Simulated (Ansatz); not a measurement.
# From SiH4 to SiHCl3: predicting a member

Gas-phase molecules. On one Si centre, n of the H ligands are replaced by Cl. The mean harmonic wavenumber of the Si–H stretches y in cm⁻¹ at PBE0-D4/def2-TZVP. The shapes are optimised at that level. Programs: Ansatz 0.2.0.

| molecule | n | y (cm⁻¹) |
| --- | --- | --- |
| SiH4 | 0 | 2243 |
| SiH3Cl | 1 | 2257 |
| SiH2Cl2 | 2 | ? |
| SiHCl3 | 3 | 2308 |

Task: Fit y = c + s·n to the known rows and predict SiH2Cl2.

Result: 
1. Means of the 3 rows: n = 1.33333, y = 2269.3.
2. Σ(Δn)² = 4.6667, Σ(Δn·Δy) = 103.67, so the slope is 103.67/4.6667 = 22.215.
3. Intercept: 2269.3 − (22.215) × 1.33333 = 2239.7. The largest residual of the fit is 4.9.
4. SiH2Cl2: 2239.7 + (22.215) × 2 = 2284 cm⁻¹.

The run gave 2279 cm⁻¹, so the prediction is off by +5 cm⁻¹, about the largest residual. The step per swap changes from +14 to +29 cm⁻¹ along the series, so a line misses the bend. The wavenumbers are unscaled and lie a few per cent above observed bands. Electronegative ligands draw the centre's p character, so the other bonds gain s character and stiffen.

Each replacement of H by Cl raises the mean Si–H stretch, and by more than the one before, so the substituent effects reinforce each other instead of simply adding. The shift reflects stiffer bonds rather than heavier ligands: an Si–H stretch is almost entirely hydrogen motion, so the mass of chlorine hardly enters. Averaging over the stretches also largely removes the splitting from their mutual coupling, which leaves a fair measure of the individual Si–H bond. Besides rehybridisation, chlorine withdraws charge from silicon, which contracts its valence orbitals and lowers the hydridic character of the remaining hydrogens. This probably contributes to the stiffening, and to its growth as fewer hydrogens are left to respond.

The overestimate for SiH2Cl2 has the sign expected when a straight line spans an upward-curving series. The linear rule therefore serves as an interpolation within the chlorosilanes, not as evidence for independent bond contributions. Wavenumbers alone cannot separate the hybridisation effect from that of the charge on silicon.
